# Phonon-assisted infrared absorption from copper to K$_3$C$_{60}$: the Allen formula and its inversion

## The measured quantity and the conventions

A free electron cannot absorb a photon, because energy and momentum cannot both be conserved. In a clean metal at low temperature the missing momentum is carried off by an emitted phonon. This is the Holstein process. It makes the Drude scattering rate depend on photon energy, and that dependence carries the phonon spectrum weighted by the coupling to the carriers.

Fields vary as $e^{-i\omega t/\hbar}$, and $\omega$ (photon), $\Omega$ (phonon), $\omega_p$ (plasma energy) and $\Gamma = \hbar/\tau$ (scattering rate) are all energies, in meV or eV. The conversions are 1 meV = 8.066 cm$^{-1}$ and $\hbar$ = 658.2 meV fs. The intraband conductivity, with interband and bound-charge terms removed, is written in the extended Drude form

$$\sigma(\omega) = \frac{\epsilon_0}{\hbar}\,\frac{i\,\omega_p^2}{\omega + M(\omega)}, \qquad M(\omega) = \omega\,\lambda_{op}(\omega) + i\,\Gamma(\omega).$$

Then $\Gamma = (\epsilon_0\omega_p^2/\hbar)\,\mathrm{Re}(1/\sigma)$ follows directly from ellipsometry, or from reflectance after Kramers–Kronig analysis, and $1+\lambda_{op}$ is the optical mass ratio $m^*/m_{band}$.

The coupling enters through the dimensionless function $\alpha^2F(\Omega)$, the phonon density of states weighted by the squared electron–phonon matrix element, averaged over the Fermi surface and multiplied by the electronic density of states per spin there. The transport version $\alpha^2F_{tr}$ weights each scattering event by its loss of forward velocity, which is $1-\cos\theta$ on a spherical Fermi surface. An intramolecular vibration couples almost locally, so it scatters almost isotropically, and the two functions are nearly equal for K$_3$C$_{60}$.

## Derivation of the Allen formula

Take $T=0$ and a wide band with constant density of states. An electron at energy $\varepsilon$ from the Fermi level acquires, in second order, the retarded self-energy

$$\Sigma(\varepsilon) = \int d\Omega\,\alpha^2F(\Omega)\int d\xi\left[\frac{\theta(\xi)}{\varepsilon-\xi-\Omega+i0}+\frac{\theta(-\xi)}{\varepsilon-\xi+\Omega+i0}\right] = \int d\Omega\,\alpha^2F(\Omega)\left[\ln\left|\frac{\Omega-\varepsilon}{\Omega+\varepsilon}\right| - i\pi\,\theta(|\varepsilon|-\Omega)\right].$$

The step function is the Pauli principle: an electron or hole closer than $\Omega$ to the Fermi level has no final state after emitting the phonon.

A photon makes a hole at $\varepsilon$, with $-\omega<\varepsilon<0$, and an electron at $\varepsilon+\omega$. For a momentum-independent $\Sigma$, the product of the two propagators integrated over the band energy $\xi$ has one pole in each half plane and gives $2\pi i/[\omega-\Sigma(\varepsilon+\omega)+\Sigma^*(\varepsilon)]$. The conductivity is the average of this over the allowed window:

$$\frac{1}{\omega+M(\omega)} = \frac{1}{\omega}\int_{-\omega}^{0}\frac{d\varepsilon}{\omega+m(\varepsilon)}, \qquad m(\varepsilon) = -\Sigma(\varepsilon+\omega)+\Sigma^*(\varepsilon).$$

A constant $\Sigma=-i\Gamma_0/2$ gives $M=i\Gamma_0$, the ordinary Drude result, which fixes the normalisation. This equation is called the full average below. To first order in the coupling, $M$ is the plain mean of $m$. Since $\Sigma^*(-\varepsilon)=-\Sigma(\varepsilon)$, electron and hole contribute equally and $M = -(2/\omega)\int_0^\omega\Sigma(\varepsilon)\,d\varepsilon$. For anisotropic scattering, the vertex correction of the same order replaces $\alpha^2F$ by $\alpha^2F_{tr}$. The step function integrates to $\omega-\Omega$, and the imaginary part is the formula of Allen (1971):

$$\Gamma(\omega) = \frac{2\pi}{\omega}\int_0^{\omega}(\omega-\Omega)\,\alpha^2F_{tr}(\Omega)\,d\Omega .$$

The factor $\omega-\Omega$ is the width of the window of occupied initial states from which a carrier can absorb $\omega$, emit $\Omega$ and still land above the Fermi level.

## Three consequences

**Inversion.** The product $\omega\Gamma$ is a sum of ramps, one starting at each phonon energy. One derivative gives $2\pi\int_0^\omega\alpha^2F_{tr}\,d\Omega$, because the integrand vanishes at the upper limit. A second gives

$$W(\omega) \equiv \frac{1}{2\pi}\frac{d^2}{d\omega^2}\big[\omega\,\Gamma(\omega)\big] = \alpha^2F_{tr}(\omega).$$

Marsiglio, Startseva and Carbotte applied this inversion to K$_3$C$_{60}$ reflectance in 1998. As a smooth test case take $\alpha^2F_{tr}=2\lambda(\Omega/\Omega_D)^4$ below a cutoff $\Omega_D$, the acoustic spectrum behind the Bloch–Grüneisen law. It gives $\Gamma = (2\pi/15)\,\lambda\,\omega^5/\Omega_D^4$ for $\omega<\Omega_D$, and two derivatives of $\omega\Gamma$ return the input.

**Mass enhancement.** $M$ is analytic in the upper half plane, so causality ties its parts together:

$$\lambda_{op}(\omega) = \frac{2}{\pi}\,P\!\int_0^\infty\frac{\Gamma(\omega')}{\omega'^2-\omega^2}\,d\omega' .$$

For one mode, $\alpha^2F_{tr}=A\,\delta(\Omega-\Omega_0)$, the rate is $2\pi A(1-\Omega_0/\omega)$ above threshold. With $\int_{\Omega_0}^\infty(1-\Omega_0/\omega')\,\omega'^{-2}d\omega' = 1/2\Omega_0$ this yields $\lambda_{op}(0)=2A/\Omega_0$, and by superposition

$$\lambda_{op}(0) = \lambda = 2\int_0^\infty\frac{\alpha^2F_{tr}(\Omega)}{\Omega}\,d\Omega .$$

Integrating the logarithm in $\Sigma$ gives the frequency dependence for one mode, $\lambda_{op}(\omega)=\lambda\,g(\omega/\Omega_0)$, with

$$g(x) = \frac{(1+x)\ln(1+x)+(1-x)\ln|1-x|}{x^2}.$$

It starts at $g(0)=1$, passes $2\ln2 = 1.39$ at threshold, and decays as $2(\ln x+1)/x^2$ far above it.

**Saturation.** Above the highest phonon energy the integral covers the whole spectrum, and within the formula

$$\Gamma(\omega) = \Gamma_\infty\left(1-\frac{\bar\Omega}{\omega}\right), \qquad \Gamma_\infty = 2\pi\int_0^\infty\alpha^2F_{tr}\,d\Omega ,$$

where $\bar\Omega$ is the centre of gravity of $\alpha^2F_{tr}$. For discrete modes with partial couplings $\lambda_i$, so that $\alpha^2F_{tr}=\sum_i\tfrac12\lambda_i\Omega_i\,\delta(\Omega-\Omega_i)$,

$$\Gamma_\infty=\pi\lambda\langle\Omega\rangle, \qquad \langle\Omega\rangle=\frac{\sum_i\lambda_i\Omega_i}{\lambda}, \qquad \bar\Omega=\frac{\sum_i\lambda_i\Omega_i^2}{\sum_i\lambda_i\Omega_i}.$$

The mass, the saturation rate and the approach to saturation are thus the inverse, zeroth and first moments of one function.

## Inputs for the comparison

Three elemental metals are represented by a single effective mode with typical values: Cu with $\lambda=0.13$ at 20 meV, Al with $\lambda=0.4$ at 25 meV, and Pb with $\lambda=1.5$ at 5 meV. One mode suffices because the table samples photon energies well above these phonons, where only $\Gamma_\infty$ and $\bar\Omega$ enter the rate.

K$_3$C$_{60}$ is a molecular metal. Each potassium atom gives one electron to the threefold degenerate $t_{1u}$ level of C$_{60}$, which broadens into a half-filled band about 0.5 eV wide. That level couples to the eight $H_g$ vibrations of the cage, at approximately 34, 54, 88, 96, 136, 155, 177 and 195 meV. The lower ones are mainly radial deformations and the upper ones mainly tangential bond stretches. The total coupling is set to $\lambda=0.8$, a model value inside the typical range of 0.5 to 1, and is distributed in three ways. The soft model puts 0.4 on each of the two lowest modes, the even model puts 0.1 on each of the eight, and the hard model puts 0.4 on each of the two highest. These bracket the possibilities and are not fits. The rate is evaluated at 100 meV (12.4 µm) and 250 meV (5.0 µm).

| Model | $\lambda$ | $\langle\Omega\rangle$ (meV) | $\bar\Omega$ (meV) | $\Gamma$(100 meV) (eV) | $\Gamma$(250 meV) (eV) | $\Gamma_\infty$ (eV) | $\hbar/\Gamma_\infty$ (fs) | $\lambda_{op}$(250 meV) |
|---|---|---|---|---|---|---|---|---|
| Cu | 0.13 | 20 | 20 | 0.0065 | 0.0075 | 0.0082 | 81 | 0.006 |
| Al | 0.4 | 25 | 25 | 0.024 | 0.028 | 0.031 | 21 | 0.026 |
| Pb | 1.5 | 5 | 5 | 0.022 | 0.023 | 0.024 | 28 | 0.006 |
| K$_3$C$_{60}$ soft | 0.8 | 44 | 46 | 0.059 | 0.090 | 0.11 | 6.0 | 0.14 |
| K$_3$C$_{60}$ even | 0.8 | 117 | 142 | 0.019 | 0.13 | 0.29 | 2.2 | 0.60 |
| K$_3$C$_{60}$ hard | 0.8 | 186 | 186 | 0 | 0.12 | 0.47 | 1.4 | 1.0 |

Each entry is rounded from the unrounded formula. The last three columns and the rates assume the wide band, whose limits for K$_3$C$_{60}$ are sized at the end.

## The trend

**The saturation rate follows $\lambda\langle\Omega\rangle$, not $\lambda$.** Lead has the largest coupling in the table, yet its $\Gamma_\infty$ lies below that of aluminium. The weight $1/\Omega$ in $\lambda$ rewards soft phonons, and the area of $\alpha^2F_{tr}$ has no such weight. The hard fulleride model has about half the $\lambda$ of lead and 20 times its saturation rate. At fixed $\lambda$, going from the soft to the hard model multiplies $\Gamma_\infty$ by the ratio of mean energies, 4.2.

**At finite photon energy the ordering changes.** One mode contributes $\pi\lambda_i\Omega_i(1-\Omega_i/\omega)$, a product of coupling area, which grows with $\Omega_i$, and phase space, which shrinks with it. At fixed $\lambda_i$ this parabola peaks at $\Omega_i=\omega/2$ with the value $\pi\lambda_i\omega/4$. At 100 meV the optimum is 50 meV, close to the two soft modes, and the hard modes are still closed. The order is soft, even, hard. At 250 meV the optimum is 125 meV and the ceiling for $\lambda=0.8$ is 0.16 eV. The even model, with several modes near the optimum, now leads. The soft and hard curves cross where $\sum_i\lambda_i\Omega_i(\omega-\Omega_i)$ is equal for both, at 0.23 eV. A rate at a single wavelength therefore cannot identify the coupled modes. Only the curvature of $\omega\Gamma$ can.

**Saturation is approached slowly.** The deficit falls only as $\bar\Omega/\omega$. At 250 meV the fraction of $\Gamma_\infty$ reached is 0.92 for Cu and 0.81, 0.43 and 0.25 for the soft, even and hard models. Reaching nine tenths needs $\omega=10\,\bar\Omega$, which is 1.9 eV for the hard model, several times the band width. For the elemental metals a constant $\tau$ and the band mass describe the phonon part well in the mid-infrared, and the last column confirms that the lattice dressing has been shed there. In the even fulleride model both the rate and the mass keep changing from the lowest mode upward. In the hard model the rate is zero below 177 meV and climbs steeply above, while the mass varies throughout and at 250 meV is even above its static value, because $g>1$ just past threshold.

## What the formula leaves out, and how much

**Higher orders in the coupling.** The full average can be evaluated for one mode with $\lambda=0.8$. At $\omega=2\Omega_0$ exactly one of electron and hole is above threshold for every $\varepsilon$, and with $u=(\varepsilon+\Omega_0)/\Omega_0$

$$m = \tfrac12\lambda\Omega_0\left[\ln\frac{4-u^2}{u^2}+i\pi\right].$$

Numerical integration gives a rate 1.03 times and a mass enhancement 0.89 times the Allen values. The same procedure gives a rate 1.14, 0.89 and 0.51 times the Allen value at $\omega=1.5$, 1.2 and $1.05\,\Omega_0$. The ratio falls to zero logarithmically as $\omega\to\Omega_0$, because $\mathrm{Re}\,m$ diverges at the threshold. For this mode the Allen rate thus holds to roughly fifteen percent from about $1.2\,\Omega_0$ upward and is too large closer to the onset. Far above threshold the relative difference falls as $\lambda(\Omega_0/\omega)^2$, so the elemental rows are hardly touched.

The effect on $W$ has a definite shape. Integrating the definition twice gives $\omega\Gamma=2\pi\int_0^\omega(\omega-\omega')W(\omega')\,d\omega'$. Since $\omega\Gamma\to2\pi A(\omega-\Omega_0)$ at high energy in the full average too, $W$ keeps the area $A$ and the first moment $A\Omega_0$, so $\int(\omega-\Omega_0)W\,d\omega=0$. The rate is still zero below $\Omega_0$ and $W$ is no longer a delta function, so it must be positive just above the mode and negative further up. A negative lobe above a peak is expected and need not be an artefact. The inverse moment survives as well: at low energy $m=\lambda\omega$ for every $\varepsilon$, so $\lambda_{op}(0)=\lambda$, and two partial integrations turn the dispersion integral into $2\int W/\omega\,d\omega$.

**Temperature.** With Fermi and Bose factors in $\Sigma$ and in the window, the first-order mean becomes

$$\Gamma(\omega,T)=\frac{\pi}{\omega}\int d\Omega\,\alpha^2F_{tr}\left[2\omega\coth\frac{\Omega}{2k_BT}-(\omega+\Omega)\coth\frac{\omega+\Omega}{2k_BT}+(\omega-\Omega)\coth\frac{\omega-\Omega}{2k_BT}\right].$$

The first term of $\omega\Gamma$ is linear in $\omega$ and drops out of $W$. The others give $W=\int\alpha^2F_{tr}\,[K(\omega-\Omega)-K(\omega+\Omega)]\,d\Omega$ with

$$K(y)=\frac{z\coth z-1}{2k_BT\,\sinh^2 z},\qquad z=\frac{y}{2k_BT},$$

a peak of unit area and full width $5.4\,k_BT$. The sample must stay normal, above a transition temperature of about 19 K for K$_3$C$_{60}$ and about 7 K for Pb in zero field. At 25 K the width is 12 meV. This merges the pair at 88 and 96 meV but separates the other $H_g$ modes, which are at least 18 meV apart. For Pb at 10 K the width is 4.7 meV, as large as the mode energy. At 300 K it is 0.14 eV and the fulleride spectrum becomes one hump. Hard phonons are the favourable case for the inversion.

The limit $\omega\to0$ links to resistivity. One mode gives $\Gamma_{dc}=2\pi\lambda k_BT\,(z_0/\sinh z_0)^2$ with $z_0=\Omega_0/2k_BT$. At 300 K the last factor is 0.95 for 20 meV, 0.79 for 44 meV and 0.039 for 186 meV. The slope $d\Gamma_{dc}/dT$ is $2\pi\lambda k_B$ times $(z_0/\sinh z_0)^2\,(2z_0\coth z_0-1)$, which is 1.05, 1.15 and 0.24 for the same three energies. The resistivity slope gives $\lambda$ for copper but registers only about a quarter of the coupling to the bond-stretching modes of the fulleride. The infrared rate reaches these modes even at $T=0$, once the photon energy passes their thresholds, with the fraction 0.25 of $\Gamma_\infty$ at 250 meV found above for the hard model.

**Noise and backgrounds.** A second difference with step $h$ has weights 1, −2, 1. Uncorrelated noise $\delta\Gamma$ therefore produces $\delta W\approx\sqrt6\,\omega\,\delta\Gamma/(2\pi h^2)$, while a sharp mode on the central point gives $\lambda_i\Omega_i/2h$. Near 150 meV, with $\delta\Gamma=1$ meV and $h=20$ meV, the noise is 0.15, and the 155 meV mode of the even model gives 0.39. The signal-to-noise ratio is proportional to $h$, so resolution is paid for directly. The scale of $W$ is proportional to the assumed $\omega_p^2$. A constant impurity rate adds a straight line to $\omega\Gamma$ and cancels at first order. Electron–electron scattering does not. A rate $c\,\omega^2$ adds $3c\omega/\pi$ to $W$. Coulomb repulsion is strong in this narrow band, and an illustrative $c=1/D$ with half-width $D=250$ meV gives 0.57 at 150 meV, larger than the phonon peak above. The formula cannot tell which excitation took the energy.

In the clean elemental metals the obstacle is the small signal. For $\Gamma\ll\omega\ll\omega_p$ and small $\lambda_{op}$, the absorptance is $1-R\approx2\Gamma/\omega_p$. With a typical $\omega_p=9$ eV for Cu, saturation corresponds to 0.0018. Diffuse scattering at the surface adds approximately $3v_F/4c_0$, where $c_0$ is the speed of light. This is 0.0040 for a typical $v_F=1.6\times10^8$ cm/s, about twice the phonon term.

**Band edges.** In the elemental metals the band extends several eV from the Fermi level. In K$_3$C$_{60}$ it does not. Take a crude model with a flat density of states from $-D$ to $D$ and an energy-independent velocity change per scattering event. The initial state must lie in $(-D,0)$ and the final state in $(0,D)$. With $E=\omega-\Omega$, the window has width $E$ for $E<D$, width $2D-E$ for $D<E<2D$, and zero beyond. The ramp becomes a triangle, and its second derivative gives

$$W(\omega)=\alpha^2F_{tr}(\omega)-2\,\alpha^2F_{tr}(\omega-D)+\alpha^2F_{tr}(\omega-2D).$$

For $D=250$ meV the first negative echo appears at 284 meV, above the highest mode. In this model the inversion over the phonon range and both finite-energy rate columns are unchanged. The saturation value is never reached. The rate of one mode peaks at $\omega=\Omega_0+D$ with the fraction $D/(\Omega_0+D)$ of $\Gamma_\infty$, which is 0.57 for 186 meV, and then falls to zero. The static mass enhancement, obtained from $2\int W/\omega\,d\omega$, becomes

$$\lambda_{op}(0)=\lambda\left[1-\frac{2\Omega_0}{\Omega_0+D}+\frac{\Omega_0}{\Omega_0+2D}\right]=\lambda\,\frac{2D^2}{(\Omega_0+D)(\Omega_0+2D)} .$$

The factor is $1-3\Omega_0/2D$ for a wide band, 0.78 for a mode at 44 meV and 0.42 for a mode at 186 meV. The dispersion integral draws much of its weight from energies a few times $\Omega_0$, and the band edge removes that weight. The same ratio governs the phonon vertex corrections that Migdal's argument discards, whose relative size is of order $\lambda\Omega/D$. This is 0.14 for the soft model and 0.60 for the hard one. For Cu, Al and Pb all three moments of $\alpha^2F_{tr}$ are meaningful optical quantities. For K$_3$C$_{60}$ the positions of the features in $W$ below about 0.25 eV locate the coupled modes, while $\Gamma_\infty$ and $\lambda$ are moments to be formed from that part of $W$, since neither a plateau in the rate nor the optical mass displays them directly.